## Wide excitons without long-range charge transfer

Put a hole and an electron on a molecule, each spread over a length $\sigma$ (root mean square) about the same centre. If the two are placed independently, their variances add and the typical separation is $\sqrt{2}\,\sigma$. If the electron is always found where the hole is, the separation falls to zero; if the two always sit at opposite ends, it rises to $2\sigma$. An excitation can therefore be wide although no charge has moved on average, and for a given correlation between the two its width grows in proportion to the length of the orbitals that make it.

The molecule here is diphenylacetylene, two phenyl rings joined by a carbon–carbon triple bond, with a dimethylboryl group at the far end of one ring. Boron has an empty p orbital that joins the conjugated $\pi$ system. The table lists the eight lowest excited singlets at one fixed geometry, from a range-separated hybrid functional in a small basis.

Vertical singlet excitations of dimethylboryl-substituted diphenylacetylene (C16H15B) in the gas phase, computed with PySCF 2.14.0 at the Tamm-Dancoff CAM-B3LYP/def2-SVP level on a GFN2-xTB geometry. The response calculation used density fitting and a frozen core. "Main from" and "main to" give the orbital pair with the largest weight in each state.

```tsv
row	singlet state	singlet energy (eV)	singlet oscillator strength	singlet exciton size (Å)	singlet orbital overlap lambda	singlet main from	singlet main to
1	1	4.320	1.412	4.530	0.760	HOMO	LUMO
2	2	4.900	0.013	3.480	0.480	HOMO-1	LUMO
3	3	4.990	0.000	3.620	0.340	HOMO-4	LUMO
4	4	5.200	0.000	3.800	0.420	HOMO	LUMO+2
5	5	5.760	0.000	3.360	0.410	HOMO-6	LUMO
6	6	5.780	0.000	3.510	0.350	HOMO-5	LUMO
7	7	5.810	0.001	4.360	0.730	HOMO	LUMO+1
8	8	6.140	0.018	5.670	0.760	HOMO-3	LUMO
```

The exciton size $d$ is the root-mean-square distance between electron and hole. The orbital overlap $\Lambda$ measures how far the two orbitals of an excitation occupy the same space, and the oscillator strength $f$ measures how strongly the state absorbs from the ground state. A low $\Lambda$ is often read as a sign of charge transfer over a long distance. In this table the three states with high overlap, rows 1, 7 and 8, are the widest, with a mean size of 4.9 Å against 3.6 Å for the other five. Yet only the first of the three is bright.

### What sets the width

Let $s$ be the distance between the centres of the hole and electron distributions, $\sigma_h$ and $\sigma_e$ their spreads, and $r$ the correlation between their positions. Writing out the mean square of the separation gives

$$d^2 = s^2+\sigma_h^2+\sigma_e^2-2r\,\sigma_h\sigma_e .$$

This is an identity. It becomes a model when $r$ is set to zero, which treats electron and hole as independent. The model has no adjustable constant, so no row was used to tune it; the spreads and shifts come from the same calculation as the table.

The limit of pure charge transfer is $d\approx s$, in which the shift of charge is the whole width. These states are far from it. The term $s^2$ supplies at most 19% of $d^2$, in row 6, and less than a tenth in every other row. Row 1 does move its electron towards boron, by about 1.2 Å, but even there the shift contributes only 7% of the squared size.

The spreads do most of the work. In rows 1, 7 and 8 both orbitals of the main pair run along the conjugated path, and hole and electron each spread over more than 3 Å. In rows 2 to 6 the hole is confined to a smaller part of the molecule, with a spread of about 2.4 Å or less. For these five compact states the independent model reproduces the size to within 5%.

Row 7 is where the model fails worst. Its shift is 0.554 Å and its spreads are 3.370 Å and 4.559 Å, so that independent particles would give

$$d_0=\sqrt{0.554^2+3.370^2+4.559^2}\ \text{Å}=5.70\ \text{Å}.$$

The computed size is 4.36 Å, and the estimate is thus about 30% too large. The same estimate for row 8 gives 5.39 Å, which is 5% too small. Spreads and shifts alone would make row 7 the widest state of the table; the correlation between electron and hole gives that place to row 8.

### Together or apart

The correlation $r$ is +0.44 in row 7 and −0.11 in row 8. In the first state the electron tends to follow the hole, and in the second it tends to avoid it. A picture with two ends shows how such a pair of states can arise. Let the hole occupy an orbital $A$ on one end of the molecule or $B$ on the other, and the electron $A'$ or $B'$. Orbitals spread over both ends are sums and differences of these, and two excitations between them are

$$(A+B)(A'-B') \quad\text{and}\quad (A-B)(A'+B').$$

In either one alone, the position of the hole tells us nothing about that of the electron, so $r=0$. Now mix the two equally. Their sum is proportional to $AA'-BB'$, in which electron and hole are always on the same end. Their difference is proportional to $BA'-AB'$, in which they are always on opposite ends. The second combination is as wide as the molecule permits, yet it carries no net charge from one end to the other, because both directions occur with equal weight.

Rows 7 and 8 resemble such a pair, though far from the equal mixture. Row 7 is mainly HOMO to LUMO+1. Row 8 is mainly HOMO−3 to LUMO, but about a tenth of it is row 7's main excitation. The signs of the two correlations agree with the picture. The second triplet of the same molecule supports it further. It contains the same two excitations in nearly equal shares, 37% and 36%, and its correlation is strongly positive, at +0.71. It is therefore smaller than any state in the table, although its hole and electron are each spread over more than 3.7 Å. That the same mixing is the main source of the correlation in rows 7 and 8 remains an inference. In row 7 the share of the partner excitation is too small to be listed, other orbital pairs also contribute to both states, and no calculation with the mixing switched off is at hand.

Row 1 lies between these cases. It is about 91% a single excitation, HOMO to LUMO, and its correlation is modest and positive at +0.20. Electron and hole attract each other, and the small admixture of other orbital pairs lets them draw closer. The independent estimate is accordingly about 11% too large.

### Why low overlap can be local

The overlap $\Lambda$ compares the magnitudes of two orbitals point by point. It is small when the orbitals lie on different groups of atoms, which is the case of long-range charge transfer. It is also small when they share the same atoms but point in different directions or have their nodes in different places. In the compact states of the table both causes act, but over short distances: the two orbitals favour partly different atoms of the same region, and where they meet they can differ in direction or in their nodes.

Row 3 shows both causes at work and has the lowest overlap of all, 0.34. A triple bond has two $\pi$ bonds at right angles, and only one of them is conjugated with the rings. The hole of row 3 lies in the other, with more than 80% of its weight on the two carbons of the triple bond. These same two atoms carry the largest shares of the electron, but in p orbitals turned by a right angle. The turn alone would not bring $\Lambda$ so low, because two crossed p orbitals on one atom still have an overlap of $2/\pi$, nearly two thirds. The rest comes from the wider spread of the electron, which has only about a third of its weight on the triple bond. It spreads to both sides, so the centres of hole and electron are still only 0.6 Å apart.

In rows 2 and 4 the two orbitals of the printed pair favour different atoms. Both states are largely ring excitations, row 2 on the ring that bears boron and row 4 on the terminal phenyl. Each mixes several orbital pairs, so the pair printed in the table describes only part of the state. In row 4 hole and electron favour the same four ring carbons and their centres nearly coincide, yet the overlap is only 0.42. The reason is that $\Lambda$ is taken pair by pair. In each of the main pairs only one orbital is concentrated on those four carbons, while the other has its largest shares elsewhere.

Rows 5 and 6 start from $\sigma$ bonds between boron and carbon and end in $\pi$ orbitals with a large share on boron. Here some charge does move, and row 6 has the largest shift of the table, 1.5 Å. That is about the length of one bond. The state remains compact at 3.51 Å because the hole lies mostly in the bonds around boron and nearly half of the electron sits on boron itself.

### Why high overlap can be dark

In atomic units the oscillator strength is $f=\tfrac{2}{3}E\mu^2$, where $E$ is the excitation energy and $\mu$ the transition dipole. From row 1 to row 8 the energy rises by a factor of only 1.4, which would slightly favour the higher state. Row 1 is nevertheless about eighty times as strong and carries 98% of the summed strength of the eight states. The contrast must come from $\mu$, which is 3.65 atomic units in row 1, 0.34 in row 8 and 0.08 in row 7.

The transition dipole adds up the product of the two orbitals, weighted by position, with its signs kept. The overlap discards those signs. Two orbitals can thus cover the same atoms, giving a high $\Lambda$, while the contributions from the two halves of the molecule cancel in $\mu$. The small dipoles of rows 7 and 8 point along the molecule, as the large one of row 1 does, which fits an incomplete cancellation along the same path.

The limiting case is diphenylacetylene without the boryl group. Its flat form has a centre of inversion, and the electric dipole transitions by which a molecule absorbs a single photon then connect only states of opposite parity. The ground state is even. Judging by the orbitals involved, the counterpart of row 1 should be odd and therefore allowed, while those of rows 7 and 8 should be even and exactly dark. Boron removes the inversion centre, so in the present molecule the rule can survive only approximately.

Absorption that starts from the first excited state offers a test, because an odd starting state can reach only even states, the very ones that the ground state cannot. The calculation gives transition dipoles of 3.7 and 5.1 atomic units from row 1 to rows 7 and 8. To rows 2 to 6 they stay below 0.5. Rows 7 and 8 are thus dark from the ground state but bright from row 1, which fits the parity rule.

The compact states are weak for other reasons. In rows 3, 5 and 6 the hole lies in the molecular plane and the electron in $\pi$ orbitals that change sign across it, so any dipole within the plane cancels and only a weak one perpendicular to it can remain. Rows 2 and 4 resemble the lowest singlet of benzene, in which the contributions of two orbital pairs oppose each other. What remains of their dipoles points across the molecule.

### How far the pattern reaches

The character of these states is better founded than their order. Rows 2 and 3 lie within 0.1 eV of each other, and so do rows 5 to 7; another functional or basis could exchange them. The Tamm-Dancoff approximation tends to overstate the energy and strength of a bright $\pi$ state such as row 1. Even-parity states of conjugated molecules can also contain double excitations, which linear response omits, and this makes the energies of rows 7 and 8 less certain.

A molecule with a strong donor and a strong acceptor held apart by a spacer would show the opposite pattern. Its charge-transfer state has hole and electron on different groups, so it is wide, has low overlap, and owes its width to the shift $s$. A Rydberg state is also wide with low overlap, because its electron orbits far outside the molecule; the basis used here has no diffuse functions and describes such states poorly. Nor is the link between high overlap and large size a rule for valence states on one conjugated path. In the same molecule the fifth triplet has a higher overlap than any state in the table and yet a smaller size than any of them, because its electron follows its hole closely. Among these eight singlets the link separates the three wide states from the five compact ones, though it does not order the states within each group. It survives because the correlation is too weak to undo the effect of the spreads.
